## Results and discussion

How far can a gold pseudopotential be taken from the atom in which it was made, and which kind of change hurts it most? The potential here was built from neutral Au in the configuration 5d¹⁰6s¹, with scalar-relativistic PBE, and then asked for the energies of seven other valence configurations. Its settings were drawn at random, in a series where many potentials are poor on purpose, so the sizes of its errors should not be taken as typical of a carefully tuned gold potential. Three candidates could set the size of its error: the ionic charge, the size of the excitation energy, or the shell whose occupation is changed. The results point to the last, and specifically to the number of holes in the 5d shell.

Excitation energies of Au from the reference 5d¹⁰6s¹6p⁰ and their errors (all-electron minus pseudo), computed with ld1.x 7.5 and scalar-relativistic PBE. The norm-conserving RRKJ pseudopotential in separable form has an [Xe]4f¹⁴ core, a nonlinear core correction (sine form), the s channel as local part and radii of 2.35 (s), 3.85 (p) and 1.3 bohr (d).

```csv
test configuration,test spin polarised,excitation energy all-electron (eV),excitation error (meV)
5d10 6s0 6p0,no,9.4086,-17.05
5d9 6s0 6p0,no,30.617,-78.57
5d8 6s0 6p0,no,64.494,-377.2
5d7 6s0 6p0,no,112.21,-1031
5d10 6s0 6p1,no,5.2484,-5.007
5d9 6s2 6p0,no,1.6932,-70.68
5d9 6s1 6p1,no,7.4968,-69.61
```

Each test configuration lists the occupations of 5d, 6s and 6p. The all-electron excitation energy is its total energy above the neutral reference atom, so the four rows with empty 6s and 6p, which are Au⁺ to Au⁴⁺, hold cumulative ionisation energies. The excitation error is the all-electron value minus the pseudo-atom value, and its negative sign in all seven rows means that the pseudo-atom finds every configuration too costly. All rows are spin-unpolarised spherical averages without spin-orbit coupling, so the open-shell energies belong to no particular multiplet or spin-orbit level. Both atoms share these simplifications, and the error therefore measures the pseudopotential and not the distance from the real atom.

### The error follows the d holes

Sorted by the number of 5d holes, the rows fall into groups that do not overlap. With a full d shell the errors are −5 and −17 meV. With one hole all three rows lie, to the nearest meV, between −70 and −79 meV, although two of them are neutral atoms and the third is Au²⁺. The gap between these two groups is several times the spread inside either.

The pair 5d⁹6s² and Au⁺ shows most clearly that the excitation energy is not the guide. Moving one electron from 5d to 6s costs less than a fifth of the energy of removing the 6s electron, yet its error is about four times as large. Charge does no better: taking both 6s electrons from 5d⁹6s² costs 28.9 eV and changes the error by only 8 meV. With two and three holes the error climbs to −377 and −1031 meV, but in those rows each new hole also adds one unit of charge, so the two influences are no longer separated.

### Where the electrons sit

The likely reason lies in the radial position of the three valence waves. In the all-electron waves from the same calculation, the 5d function is largest near 1.2 bohr, the 6s near 2.3 bohr and the 6p near 3.7 bohr. The last value is read between two points of the coarse grid, 3.465 and 3.85 bohr, where the wave is almost equally high. The d shell thus peaks close to the radius within which its wave is replaced by a smooth one, and within which the true core density is replaced by a model. The outermost frozen shells, 5s and 5p, share their principal quantum number with 5d and occupy much the same region, which is standard atomic structure for the late 5d metals.

A coarse integration on the printed grid makes the contrast plain. Inside 1.54 bohr lies somewhat over half of a 5d electron, less than a tenth of a 6s electron and a few hundredths of a 6p electron. The grid is too wide to resolve the nodes, so only these rough proportions should be kept. They suffice to say that a 5d electron lives among the outer core shells and a 6s or 6p electron lives outside them.

Removing an electron from outside the core changes the electrostatic potential inside by nearly a constant, as for any spherical shell of charge. A constant shift moves all inner levels together and leaves their shapes alone, so a frozen core loses little. Norm conservation also makes the pseudo waves follow the all-electron ones to first order in an energy shift. Removing a 5d electron is different: the potential changes unevenly across the 5s and 5p shells, which in the real atom contract in response, and the remaining d electrons are drawn further into the region where the pseudo-atom differs from the true one. This argument comes from electrostatics and from the construction of the potential; the table shows the grouping that it predicts, not the contraction itself.

The same picture explains why the very large p radius does no visible harm in these rows. The 6p wave is altered over a wide range, but little of its weight lies where the alteration is strong, and occupying it barely disturbs the interior. The row 5d¹⁰6p¹ has the smallest error of all, −5 meV. The two neutral one-hole rows, which differ by a 6s → 6p promotion, agree to 1 meV. The large radius does show at higher energies, which these configurations do not probe: in the scattering test of the same run the p phase is off by only 0.0062 rad at 0.84 Ry, but by 0.4431 rad at 1.8 Ry, where the phase changes fast with energy.

### Why the sign is negative and the onset quadratic

In the reference configuration the frozen core is the correct core, so freezing costs nothing there. In any other configuration the all-electron atom can lower its energy by letting the core adjust, and an atom with a frozen core cannot. The frozen atom therefore lies too high in every test configuration, and all-electron minus frozen is negative, as in all seven rows. The gain from relaxation is of second order in the disturbance, so it should grow as the square of the number of holes as long as the response is linear.

Agreement in sign does not show that freezing is the whole error. The smoothing of the 5d wave changes the repulsion between d electrons at short range, and the model core reproduces the exchange-correlation coupling between core and valence only in part. These contributions add to the frozen-core one and have no sign fixed by a variational argument. How the total divides among the three is untested here, and that core relaxation is the largest is a guess.

The quadratic onset holds for the three contributions taken together. By Janak's theorem the derivative of the energy with respect to an occupation nᵢ is the orbital level εᵢ. The pseudopotential is built to reproduce the levels of the reference atom, so the first-order term of the error vanishes by construction. What remains at lowest order is the error in how each level moves when an occupation changes, which is an error in the chemical hardness. For the rows with empty 6p this gives

error ≈ a·Δs² + b·Δd² + c·Δs·Δd,

where Δs and Δd are the changes of the 6s and 5d occupations from the reference, and a, b and c are energies.

### One estimate and its failure

Three rows fix the three terms exactly, with nothing left to adjust. Au⁺ has Δs = −1 and Δd = 0, Au²⁺ has Δs = −1 and Δd = −1, and 5d⁹6s² has Δs = +1 and Δd = −1. Their errors are a, a + b + c and a + b − c in turn, from which, in meV,

a = −17.05,

c = (−78.57 + 70.68)/2 = −3.9,

b = (−78.57 − 70.68)/2 + 17.05 = −57.6.

These values absorb whatever higher-order terms are already present at one hole, so they are not clean hardness errors. What they do show is the order: the d–d term is the largest and the cross term the smallest. The form also shows how Au²⁺ and 5d⁹6s² can be so alike, since both lie one 6s electron away from the reference, on opposite sides, and differ only through c. That pair alone is thus a weaker test of charge than it looks, and the row 5d⁹6s¹6p¹ is a useful addition: it is neutral, keeps its 6s electron, and still errs by about −70 meV. That figure includes whatever the added 6p electron contributes, so it is not the error of the d hole alone.

Au³⁺ took no part in fixing the terms and serves as a test. With Δs = −1 and Δd = −2,

error ≈ a + 4b + 2c = −17.05 − 230.4 − 7.8 ≈ −255 meV.

The table has −377 meV, so the estimate recovers the sign and about two thirds of the size. For Au⁴⁺, also outside the three rows, it gives −547 meV, just over half of the tabulated error. The misfits are far larger than the rounding of the table, so the quadratic form fails from the second hole onward, and increasingly; the row-by-row figures stand in the printed output after this section.

### Steeper than quadratic

The failure can be read without the model from the successive ionisations. The second, third and fourth electrons all come from 5d and cost 21.2, 33.9 and 47.7 eV in the all-electron atom. Each step is dearer than the last because fewer electrons screen the nucleus. The increase from one step to the next measures the effective repulsion within the d shell, and it rises from the first interval to the second, as it should for a shell that shrinks while it is emptied.

The pseudo-atom overstates that increase, by 237 meV at one hole and by 355 meV at two. Relative to the all-electron increase this is 1.9 % and 2.6 %. In words, the pseudo d shell is about two per cent too stiff against a change of occupation, and it grows stiffer relative to the true one as holes accumulate. A quadratic error would overstate the increase by the same amount at every step, so the growth is the direct sign of higher orders.

Measured from Au⁺, the errors for one, two and three holes stand as 1 : 5.9 : 16.5, where a square law would give 1 : 4 : 9. A power near 2.5 describes these three points, but its value depends on the zero chosen and should not be carried further. A likely origin, untested here, is that each hole pulls the remaining d electrons deeper into the smoothed region and closer to the frozen shells, so that the next hole disturbs the core more than the last. Since charge and holes rise together along this series, the rows cannot tell whether a neutral or weakly charged atom with two holes would err as much.

### The irregular rows

The row 5d⁹6s² has by far the largest relative error, 4.2 % of its excitation energy, while no other row exceeds 1 %. Its absolute error is ordinary for one hole; the denominator is what is small. In gold, scalar relativity contracts and lowers the 6s level and, through better screening, raises the 5d, so the two lie close: the reference levels are only 1.12 eV apart, and the full excitation costs 1.69 eV. A cheap excitation that nevertheless opens the d shell combines a small energy with the full one-hole error.

Among the full-shell rows, the excited neutral atom 5d¹⁰6p¹ errs less than Au⁺, by 12 meV. Both have lost the 6s electron, but in the former a 6p electron puts back part of the outer charge. The potential felt by the d shell then departs less from the reference, and an error of second order in that departure should shrink. The numbers show the reduction; the explanation is an argument from screening.

The sign rule applies to excitations from the reference, not to every step between test configurations. The promotion 6s → 6p errs by −5 meV when it starts from the reference, but by +1 meV when it starts from 5d⁹6s². In the second case the step returns the 6s occupation to its reference value and so removes the second-order terms that involve 6s while adding those of the 6p electron. The result is a small difference of larger terms and may fall on either side of zero.

### What the atomic test means in use

Good scattering in the reference atom does not guard against this error. In the same calculation the d phase at −0.6 Ry, near the 5d level, is reproduced to 0.0005 rad, yet one d hole costs some 70 meV. The scattering test varies the energy in a fixed potential, whereas a d hole changes the charge density where the two atoms differ. Only the configuration test reaches that second property.

For this potential the error of a configuration can be guessed by counting d holes first and attending to 6s, 6p and charge afterwards: below 20 meV with the shell full and 70 to 80 meV with one hole. For two holes the only guide is Au³⁺, with several hundred meV, and a less charged atom may differ. Integer holes in a free ion are a harsh test, since a formal oxidation state in a compound does not remove that many d electrons from the atom. Even so, the table neither gives the error in a solid nor sets a limit to it. The p radius of 3.85 bohr is larger than half the Au–Au distance in the metal, about 2.7 bohr, so the regions in which the p waves are altered overlap between neighbours, and the p scattering errors at higher energy may matter there although these rows do not probe them. Spin-polarised open shells, where the core correction acts on the exchange splitting, are likewise untested. The question left open is how much of the d-hole error would vanish if 5s and 5p were treated as valence, and whether the growth beyond the square law belongs to the holes or to the charge that comes with them.

Numerical output:

```
configuration | charge | d holes | E (eV) | error (meV) | error/E (%)
5d10 6s0 6p0 | +1 | 0 | 9.409 | -17.05 | -0.18
5d9 6s0 6p0 | +2 | 1 | 30.617 | -78.57 | -0.26
5d8 6s0 6p0 | +3 | 2 | 64.494 | -377.20 | -0.58
5d7 6s0 6p0 | +4 | 3 | 112.210 | -1031.00 | -0.92
5d10 6s0 6p1 | +0 | 0 | 5.248 | -5.01 | -0.10
5d9 6s2 6p0 | +0 | 1 | 1.693 | -70.68 | -4.17
5d9 6s1 6p1 | +0 | 1 | 7.497 | -69.61 | -0.93
spin polarised entries: ['no']
rounding of errors: 0.005 meV or less up to one hole, 0.05 at two, 0.5 at three
0 holes: mean error -11.0 meV, spread 12.0 meV
1 holes: mean error -73.0 meV, spread 9.0 meV
remove two 6s at one hole (d9s2 to d9): energy 28.924 eV, error -7.89 meV
6s to 6p at one hole (d9s2 to d9s1p1): energy 5.804 eV, error +1.07 meV
add 6p to Au+ (d10 to d10p1): energy -4.160 eV, error +12.04 meV
5d to 6s beside a 6p (d10p1 to d9s1p1): energy 2.248 eV, error -64.60 meV
error ratio d9s2 / Au+ 4.15; energy ratio 0.18
ionisation step 1: 9.41 eV, error -17.1 meV (-0.18 %)
ionisation step 2: 21.21 eV, error -61.5 meV (-0.29 %)
ionisation step 3: 33.88 eV, error -298.6 meV (-0.88 %)
ionisation step 4: 47.72 eV, error -653.8 meV (-1.37 %)
second difference at 1 hole(s): energy 12.67 eV, error -237 meV (-1.9 %)
second difference at 2 hole(s): energy 13.84 eV, error -355 meV (-2.6 %)
error beyond Au+: [  -61.5  -360.2 -1014. ] meV, ratios to one hole [ 1.   5.9 16.5], exponents [2.55 2.55]
total error: [  -78.6  -377.2 -1031. ] meV, ratios to one hole [ 1.   4.8 13.1], exponents [2.26 2.48]
quadratic terms from three rows: ss -17.1, dd -57.6, ds -3.9 meV; second difference -115 meV
2 holes: quadratic -255 meV, table -377 meV, misfit -122 meV, share 68 %
3 holes: quadratic -547 meV, table -1031 meV, misfit -484 meV, share 53 %
reference pseudo levels (eV): 5d -6.88, 6s -5.76, 6p -0.769
level gap 6s-5d 1.12 eV against d9s2 energy 1.69 eV
5d: largest at grid point 1.16 bohr, coarse norm inside 1.54 bohr 0.56
6s: largest at grid point 2.31 bohr, coarse norm inside 1.54 bohr 0.08
6p: largest at grid point 3.85 bohr, coarse norm inside 1.54 bohr 0.02
```
